## Results and discussion: hydrogen transfer from aluminium to boron in AlBH5

The scan moves one hydrogen atom along the Al–B axis between rigid AlH2 and BH2 frames whose planes are perpendicular. The column "point transfer" is the Al–H distance $r$, "number" counts the rows, and every energy is counted from the start of the scan at the same level of theory. Phaseless AFQMC is a random walk held by a constraint built on a CISD trial function, and released AFQMC is the same walk with the constraint let go. Released AFQMC serves as the reference below, with frozen cores and within a small basis that leaves all wave-function levels far from their limit.

Hydrogen transfer in neutral doublet AlBH5, computed with Ansatz 0.2.0 and the in-house AFQMC program afq 1, using unrestricted determinants and the cc-pVDZ basis. The fragments are rigid at PBE0/def2-TZVP geometries, and the scan starts at an Al–H distance of 1.5858 Å. MP2, CCSD(T) and AFQMC keep the cores frozen, and phaseless AFQMC uses a CISD trial.

| point transfer (Å) | number | HF, energy from the start of the scan (eV) | MP2, energy from the start of the scan (eV) | CCSD(T), energy from the start of the scan (eV) | phaseless AFQMC, energy from the start of the scan (eV) | released AFQMC, energy from the start of the scan (eV) | PBE, energy from the start of the scan (eV) | PBE0, energy from the start of the scan (eV) |
| --- | --- | --- | --- | --- | --- | --- | --- | --- |
| 1.688 | 1 | -0.040 | -0.100 | -0.094 | -0.099 | -0.099 | -0.168 | -0.107 |
| 1.739 | 2 | -0.006 | -0.096 | -0.087 | -0.089 | -0.098 | -0.206 | -0.106 |
| 1.790 | 3 | 0.064 | -0.055 | -0.041 | -0.046 | -0.047 | -0.213 | -0.073 |
| 1.841 | 4 | 0.174 | 0.029 | 0.046 | 0.044 | 0.035 | -0.183 | -0.039 |
| 1.943 | 5 | 0.052 | 0.130 | 0.121 | 0.128 | 0.119 | 0.002 | 0.039 |

### 1. What shape does the curve have?

At every level the energy first falls below the start. Released AFQMC lies about 0.10 eV down in the first two rows, climbs through zero between the third and fourth, and is highest in the last row, at 0.119 eV. MP2, CCSD(T) and phaseless AFQMC follow it within 11 meV in all five rows. The dip is not a binding energy, because the zero is a point where the fragments are already close. Nor is it a relaxed structure, because the frames cannot bend.

### 2. Which electronic state is the first row in, and why does the energy fall?

The complex has $C_{2v}$ symmetry about the Al–H–B axis, and its occupied orbitals are either σ-like ($a_1$) or π-like ($b_1$, $b_2$). The UHF calculation behind the wave-function columns gives, for the first row, occupations $a_1\,b_1\,b_2$ of 7 2 3 for one spin and 7 2 2 for the other. The six core orbitals and the five bond pairs fill the second set exactly: the cores supply four $a_1$ and one of each $b$, the bonds three $a_1$ and one of each $b$. The odd electron is therefore in a π orbital. This differs from free BH2, whose ground state is a σ radical.

In that row one determinant describes the state well. The UHF solution is a stable minimum with $\langle S^2\rangle$ close to the 0.75 of a pure doublet, and the $T_1$ diagnostic is 0.013. What follows in the curve thus starts from an ordinary single-reference radical.

Bonding theory then offers a reason for the dip, provided that the start is in the same state, which the next question tests. At the start the molecule is closed-shell AlH3 facing BH2, so the spin belongs on boron, here in the p orbital normal to the BH2 plane; this placement is argued from the fragments and not read from a spin density. Moving the electron into that p orbital empties the σ hybrid that points at the hydrogen. The empty hybrid accepts the Al–H pair and forms a three-centre two-electron bridge, which is strongest when the hydrogen is shared. If the hydrogen goes on to boron with both electrons, the state tends towards the ion pair AlH2⁺ BH3⁻, and so its energy should climb.

### 3. Is the start on the same curve as the first four rows?

A change of state between the start and the first row would shift every entry of a column, so this matters. A simple check needs no fitted parameter. For points $E_i$ at equal spacing, a parabola has a constant second difference,

$$\Delta^2 = (E_{i+1}-E_i)-(E_i-E_{i-1}),$$

so each step exceeds the one before by $\Delta^2$. The first four rows are 0.051 Å apart, the start lies two such steps before the first row, and the last row two steps after the fourth.

For CCSD(T), the parabola through rows 1 to 3 is continued backwards as follows, in meV:

$$\Delta^2 = 46-7 = 39,\qquad \text{earlier steps } 7-39=-32,\;\; -32-39=-71,$$

$$E_\text{start} = -94+32+71 = +9 .$$

The true value is zero by definition, and the start was not among the three points. Rounding of the table alone can produce 9 meV after two steps, so the agreement is as good as the digits allow.

HF, MP2 and PBE return to zero within 3 meV, and PBE0 within 13 meV. The two AFQMC columns cannot decide the matter: their noise grows to about 27 meV in this continuation, and the released walk misses by 49 meV. A smooth return supports a single state from the start to the fourth row (for PBE0 only to the third, see question 7), but it reads energies only and does not prove it: a mixture of states that changes gradually would look smooth too. The full list stands in the printed output after this text.

### 4. What happens between the fourth row and the last?

The same rule run forwards fails. Through rows 2 to 4, CCSD(T) gives

$$\Delta^2 = 87-46 = 41,\qquad E(1.943) = 46+128+169 = 343 \text{ meV},$$

whereas the table has 121 meV in this row, which was again outside the three points. The miss of 222 meV is far beyond rounding. MP2 and both AFQMC columns fall below their continuations by a similar 0.17 to 0.24 eV.

HF shows the break most plainly. It rises with growing steps up to 0.174 eV and then drops to 0.052 eV, which is 0.46 eV under its continuation. Its curvature was steady or slightly growing right up to the fourth row, whereas the approach to a smooth barrier top would show the curvature fading first. The numbers show a break in the curve; they do not identify what lies beyond it.

Theory offers a natural candidate. A σ-radical state connects BH2 + AlH3 to neutral BH3 + AlH2, moving a hydrogen atom and leaving the spin on aluminium. If the Al–B distance stays at 3.11 Å, the B–H distance in the last row is 1.17 Å, near the 1.19 Å of the two B–H bonds in the rigid frame, which is where that state should be favoured. States of σ and π symmetry do not mix in $C_{2v}$, so they cross with a kink. The crossing itself need not lie between the last two rows. The starting determinant is picked by trial, so a calculation can stay on the upper state after the curves have crossed, and the correlated levels built on it can follow. The table therefore gives neither the place of the crossing nor a barrier height.

### 5. Why does the error of HF grow and then change sign?

The difference CCSD(T) minus HF is the correlation energy gained since the start. It grows almost evenly from −54 meV in the first row to −128 meV in the fourth, by about 25 meV per step. A breaking bond is not the likely reason, since one determinant still serves well in the first row. Crowding should matter more: as the hydrogen moves towards boron with its electron pair, that pair comes closer to the other B–H pairs and to the odd electron, and all of them gain more from avoiding each other. The hydrogen bridges of diborane, which HF also underbinds, are a related case. Because HF misses this gain, it lies too high against released AFQMC in these four rows and has the shallowest dip.

In the last row the difference jumps to +69 meV, so that row holds less correlation energy than the start. MP2 minus HF makes a similar jump, to +78 meV. A quantity that has drifted evenly and then reverses by 197 meV suggests a different electronic structure, such as neutral BH3 beside AlH2, where boron carries no extra charge. It is the same break seen from another side, not an independent proof, since it is built from the same columns.

### 6. MP2 matches the reference: is it an accurate method here?

It is accurate for these differences only. In the first row MP2 recovers 77 % of the CCSDT(Q) correlation energy and its total energy lies 1.31 eV too high, yet its entry in the table is within 1 meV of released AFQMC. Nearly all of the unrecovered part must therefore be the same at the start and cancel. CCSD(T) benefits from the same effect on a smaller scale.

That smaller case can be followed in numbers. CCSD(T) lies 30 meV above phaseless AFQMC in the first row and 25 meV above it at the start, so little of the offset survives in the table. Phaseless AFQMC itself agrees with CCSDT(Q) in that row to 0.8 meV, inside its noise of 2.6 meV. Such cancellation is easiest to expect when the number and kind of electron pairs stay alike along the scan. Here it holds to 11 meV for MP2 even in the last row, past the break described above.

### 7. Where do the functionals leave the curve?

PBE is below the reference in every row, by 69 meV in the first and 218 meV in the fourth. Its lowest row is the third, 2.2 times as deep as the lowest released value. PBE0, with a quarter of exact exchange, stays within 26 meV through the first three rows. This ordering is what delocalisation error produces, since semilocal exchange favours charge spread over several centres, but nothing here isolates that cause. The small basis also limits the correlation of the reference more than it limits a functional, so part of the gap need not be the fault of PBE.

The errors may also compare unlike states, for PBE perhaps in every row. In the first row the outputs of UHF and of a further functional, r2SCAN, list orbital occupations by symmetry, but that of PBE lists none, and its highest filled and lowest empty majority-spin levels are only 44 meV apart. Both facts would fit orbitals in which σ and π have mixed, though they do not prove it. Such a mixture could turn gradually from one state into the other, which would explain why PBE shows no break and lands 14 meV above its continuation from rows 2 to 4. If PBE stays on the π branch instead, its smaller error of 117 meV in the last row is no improvement.

PBE0 breaks one row early. Its second difference collapses from 32 to 1 meV at the fourth row, and its error against the reference grows to 74 meV there. An earlier change of state or a symmetry-broken mixture could do this, which is again a guess. Its parabola through rows 2 to 4 meets the last row within 7 meV, but that line straddles the break and says nothing about smoothness.

### 8. Which digits hold, and which setting would change the picture?

For the AFQMC columns the third decimal is noise. If the start carries the same error as the first row, a phaseless entry is uncertain by about 4 meV and its gap to the released entry by about 5 meV, so gaps of up to 9 meV show no trend. That CCSD(T) lies above the reference in all five rows may partly reflect the noise of the one start value that they share. The released walk agrees with CCSDT(Q) within the noise in the first row, but its use as the reference rests on a looser test, agreement to a few tens of meV. With this noise and that margin, MP2, CCSD(T) and phaseless AFQMC cannot be ranked. The agreement of these methods supports the second decimal to about one unit within this basis and these rigid frames, but does not guarantee it, and it says nothing yet about nature.

The setting most likely to change the last row is the orbital occupation. If the crossing picture is right, holding the π occupation in the last row would raise CCSD(T) to roughly 0.3 eV and HF to roughly 0.5 eV; PBE would stay unchanged only if it is already on that branch. The open question is thus which symmetry the odd electron has in the fourth and fifth rows at each level, and with PBE in every row. Only when that is known can the errors there be charged to the method rather than to the state.

The analysis program printed:

```
Al-H (A): 1.688 1.739 1.790 1.841 1.943 | steps: 0.051 0.051 0.051 0.102
B-H (A) if Al-B stays 3.11: start 1.52, rows 1.42 1.37 1.32 1.27 1.17
electrons 23, frozen 12, correlated 11
Energy steps between rows (meV; last step is twice as long) | second differences, rows 1-4
  HF           +34   +70  +110  -122 |   +36   +40
  MP2           +4   +41   +84  +101 |   +37   +43
  CCSD(T)       +7   +46   +87   +75 |   +39   +41
  phaseless    +10   +43   +90   +84 |   +33   +47
  released      +1   +51   +82   +84 |   +50   +31
  PBE          -38    -7   +30  +185 |   +31   +37
  PBE0          +1   +33   +34   +78 |   +32    +1
Parabola rows 1-3: minimum (A, meV), curvature (eV/A^2) | table minus parabola (meV) at start,
  1.841, 1.943 | parabola rows 2-4: value at 1.943, table minus value
  HF         1.665   -44  13.8 |    -0    +4  -438 |  +514  -462
  MP2        1.708  -103  14.2 |    -3    +6  -160 |  +326  -196
  CCSD(T)    1.704   -96  15.0 |    -9    +2  -210 |  +343  -222
  phaseless  1.698  -100  12.7 |   +20   +14  -153 |  +365  -237
  released   1.712  -105  19.2 |   -49   -19  -287 |  +292  -173
  PBE        1.776  -214  11.9 |    -1    +6   +50 |   -12   +14
  PBE0       1.712  -111  12.3 |   +13   -31  -179 |   +32    +7
  continuation by two steps: rounding up to 9 meV, noise of 2.6 meV per point gives 27 meV
  continuation by one step: rounding up to 3 meV, noise of 2.6 meV per point gives 11 meV
  continuation by three steps: rounding up to 15 meV, noise of 2.6 meV per point gives 49 meV
Error against released AFQMC (meV), rows 1-5 | mean absolute, worst row
  HF           +59   +92  +111  +139   -67 |   94, +139 at 1.841 A
  MP2           -1    +2    -8    -6   +11 |    6, +11 at 1.943 A
  CCSD(T)       +5   +11    +6   +11    +2 |    7, +11 at 1.739 A
  phaseless     +0    +9    +1    +9    +9 |    6, +9 at 1.739 A
  PBE          -69  -108  -166  -218  -117 |  136, -218 at 1.841 A
  PBE0          -8    -8   -26   -74   -80 |   39, -80 at 1.943 A
CCSD(T) minus HF (meV):   -54   -81  -105  -128   +69 | steps   -27   -24   -23  +197
MP2 minus HF (meV):       -60   -90  -119  -145   +78
PBE minus CCSD(T) (meV):   -74  -119  -172  -229  -119 | PBE0:   -13   -19   -32   -85   -82
depth of lowest row, PBE / released: 2.2
At 1.688 A: CCSDT(Q) correlation -5.714 eV, MP2 share 77 %
  total minus CCSDT(Q) (meV): MP2 +1313, CCSD +138, CCSD(T) +30
  phaseless, CISD trial +0.8 +- 2.6; HF trial -61 +- 26 (2.3 errors)
  CCSD(T) minus phaseless: 30 meV here, 25 meV at the start
  noise if the start has the same error (meV): phaseless 3.7, released 3.1, their gap 4.8
  PBE alpha gap 44 meV; 1 kcal/mol = 43 meV; rounding of a table entry 0.5 meV
```
